Row 3 looks wrong. In rows 3 and 4 each boron nitride layer makes the same motion, boron and nitrogen moving against each other perpendicular to the layer. Only the relative phase of the two layers in the cell differs, yet the frequencies lie 59 cm⁻¹ apart. The corresponding pair of in-plane motions, rows 5 and 6, coincides. If the layers barely notice each other in one direction, why do they seem to in the other?

Zone-centre optical phonons of BN (P6_3/mmc, 4 atoms per cell, a = 2.489 Å, c = 6.490 Å), computed with Ansatz 0.2.0 using the LDA, plane-wave PAW, a 420 eV cutoff and a 12×12×4 k mesh. Frequencies are for zero macroscopic electric field (no LO–TO term); infrared intensities and static Raman activities are summed over each degenerate level.

| row | phonon frequency (cm⁻¹) | degeneracy | infrared intensity ((D/Å)²/amu) | raman activity (Å^4/amu) | depolarisation ratio |
| --- | --- | --- | --- | --- | --- |
| 1 | 50.1 | 2 | 0 | 0.08 | 0.7500 |
| 2 | 112.9 | 1 | 0 | 0 | n/a |
| 3 | 751.5 | 1 | 4.91 | 0 | n/a |
| 4 | 810.7 | 1 | 0 | 0 | n/a |
| 5 | 1384.7 | 2 | 0 | 741 | 0.7500 |
| 6 | 1384.8 | 2 | 111 | 0 | n/a |

**What moves**

The limiting case to start from is a single layer. Its two atoms either move together, so that the layer shifts as a rigid sheet, or move against each other. Each motion can run in the plane or along the stacking axis c, and the second layer can follow in phase or opposed. That makes eight patterns. Two of them merely translate the crystal, and the other six are the rows of the table.

The computed displacements identify them. In row 1 rigid layers slide past each other, and in row 2 they move towards and away from each other. Rows 3 and 4 bend the bonds out of the plane, with the layers in phase in row 3 and opposed in row 4. Rows 5 and 6 stretch the bonds within the plane, opposed in row 5 and in phase in row 6.

**Strong layers, weak contacts**

A squared frequency times the moving mass gives a stiffness. On this measure the in-plane stretch of row 5 is nearly 400 times as stiff as the sliding of row 1. One motion works against covalent bonds, the other against the soft contact between sheets. Pressing the layers together, as in row 2, is about five times as stiff as sliding them, because it changes the distance at which their electron clouds repel each other. The LDA lacks true dispersion forces, so realistic values for rows 1 and 2 would rest on a cancellation of errors; the wide separation from the other rows does not depend on such detail.

Within a layer, stretching is stiffer than bending. Rows 5 and 4 make the fair comparison, since both have opposed layers and nearly the same moving mass, and their squared frequencies differ by a factor of 2.9. In a flat sheet a small displacement along c leaves the bond lengths unchanged to first order. It therefore costs less energy than a displacement along a bond.

**Why row 3 is low**

The obvious explanation for the gap between rows 3 and 4 is a spring between the layers. Row 2 shows how strong that spring is, because there the contact supplies the whole restoring force. In squared frequency, which is what springs add to, the gap is about seven times the entire value of row 2. A simple spring of that strength is too weak to open it. What row 2 cannot reveal is a force that acts oppositely on boron and nitrogen, because it cancels when a layer moves as a whole.

Electrostatics offers a better explanation. When boron moves up and nitrogen down, the layer becomes a sheet of upright dipoles. Like a charged capacitor, it has a step in the electric potential across it and no field outside. In row 4 the steps of the two layers cancel. In row 3 they have the same sign, and the potential would climb from layer to layer.

The frequency listed for row 3 belongs to a crystal whose average field is held at zero, as between short-circuited plates. To keep the potential level, a uniform counter-field must then be present. It pushes the ions further along the way they are already going, and so weakens the restoring force. Row 3 is thus a bending mode softened by its electrical boundary condition, while row 4 needs no counter-field and should lie close to the frequency of a layer on its own.

This can be tested by removing the short circuit. Let $K$ be the stiffness at zero field, $Z$ the charge that turns a relative displacement $u$ into a dipole, and $V$ the volume per BN pair. Without the short circuit the polarisation $Zu/V$ creates an opposing field, which is screened by the electrons through their dielectric constant $\varepsilon_\infty$. The field adds $Z^2/(\epsilon_{\mathrm{vac}}\varepsilon_\infty V)$ to the stiffness, where $\epsilon_{\mathrm{vac}}$ is the vacuum permittivity.

The same charge and stiffness fix the lattice part of the static dielectric constant $\varepsilon_0$, namely $\varepsilon_0-\varepsilon_\infty = Z^2/(\epsilon_{\mathrm{vac}}VK)$. The stiffness therefore grows by the factor $\varepsilon_0/\varepsilon_\infty$. This is the Lyddane–Sachs–Teller relation, valid in this simple form because only one mode carries a dipole along c. With the dielectric constants along c from the same calculation,

$$\omega = 751.5\ \mathrm{cm^{-1}}\times\sqrt{\frac{3.3877}{2.8549}} \approx 819\ \mathrm{cm^{-1}}.$$

Row 4, which did not enter the estimate, lies at 810.7 cm⁻¹. Restoring the field closes most of the gap and overshoots by 8 cm⁻¹. The remainder is of the size that the contact between layers could supply, but its sign depends on which atoms face each other, and the stacking is not listed. Nor is it confirmed that the field response is converged with the mesh, so I would not build on those last few wavenumbers.

Rows 5 and 6 serve as the control. A wide sheet of dipoles lying in its own plane produces neither a potential step nor a field at the next layer. Phase then makes no electrical difference at zero average field, and only the contact remains. Adding the whole squared frequency of row 1 to that of row 5 would raise row 5 by merely 0.9 cm⁻¹, because a soft spring hardly matters beside a stiff one. The two rows nearly coincide for that reason, not because symmetry requires it.

**What a spectrometer sees**

Phase matters far more for visibility. The crystal has inversion centres that exchange the two layers. In-phase patterns change sign under inversion, as a dipole does, so rows 3 and 6 absorb infrared light and give no Raman signal. Opposed patterns do not change sign; their dipoles cancel, and only Raman scattering remains possible.

For motion along c that possibility is closed as well. The plane of each layer is a mirror, and up and down are equivalent. Only a polarisability change that mixes c with an in-plane direction could tell them apart, and the threefold axis gives a single, non-degenerate mode no such direction to prefer. Rows 2 and 4 are therefore silent in both spectra. The bending mode that is free of the counter-field is one that neither method detects directly.

Among the visible modes, bond stretching gives the strong signals. Row 6 absorbs about 23 times as strongly as row 3. A factor of two comes from its two in-plane directions, and the remaining 11 is the squared ratio of the effective charges, 2.7 against 0.8 elementary charges. The likely reason is that stretching a polar bond drives electrons along it, while bending leaves its length almost unchanged.

Raman activity follows the same logic. Row 5 changes the bonds and reaches 741 Å⁴/amu. Row 1 shifts whole layers, which leaves each layer's own polarisability as it was, so only the weak influence of the neighbours remains. Its activity is lower by roughly four orders of magnitude, and the numerical uncertainty is large enough beside it that its smallness can be trusted but not its exact value. Both rows have the depolarisation ratio 0.75 because the polarisability gains along one in-plane axis what it loses along the other.

**What to do about it**

For BN as a gate dielectric with its layers parallel to the channel, the gate field runs along c and drives row 3. The lattice then adds only 0.53 to the dielectric constant, against 1.77 for a field in the plane. The small effective charge is the cause. The low frequency of row 3 offsets part of it, since a softer mode yields more to a given field: the factor of 11 in intensity shrinks to 3.3 in the dielectric constant. The printed output after this text lists these ratios together with the field estimate.

The practical rule is to ask for the electrical boundary condition before reading a polar frequency as a bond strength. For the static response to a gate voltage, the zero-field value of row 3 is the right one. For the stiffness of a layer against boron and nitrogen moving apart along c, use row 4, or row 3 with its field restored. Comparing row 3 directly with row 4 mistakes a short circuit for a bond between layers.

Numerical output:

```
Number of optical modes, summed degeneracies: 9
Stiffness of in-plane B-N stretch over interlayer shear, rows 5 and 1: 375.6
Stiffness of out-of-plane B-N bending over interlayer compression, rows 4 and 2: 25.35
Stiffness of interlayer compression over shear, rows 2 and 1: 5.078
Squared frequency ratio of stretching over bending, rows 5 and 4: 2.917
Row 4 less row 3, cm^-1: 59.2
Gap of squared frequencies of rows 4 and 3 over squared frequency of row 2: 7.256
Row 3 with its macroscopic field restored, cm^-1: 818.6
Row 3 with field less row 4, cm^-1: 7.927
Remaining gap of squared frequencies over squared frequency of row 2: 1.013
Row 6 less row 5, cm^-1: 0.1
Shift of row 5 if the squared frequency of row 1 were added to its square, cm^-1: 0.906
Infrared intensity of row 6 over row 3: 22.61
The same ratio for one direction of the doublet: 11.3
Squared ratio of in-plane to out-of-plane Born charge: 11.29
Raman activity of row 5 over row 1: 9262
Lattice part of the static dielectric constant along c: 0.5328
Lattice part of the static dielectric constant in the plane: 1.771
In-plane over out-of-plane lattice part: 3.323
```
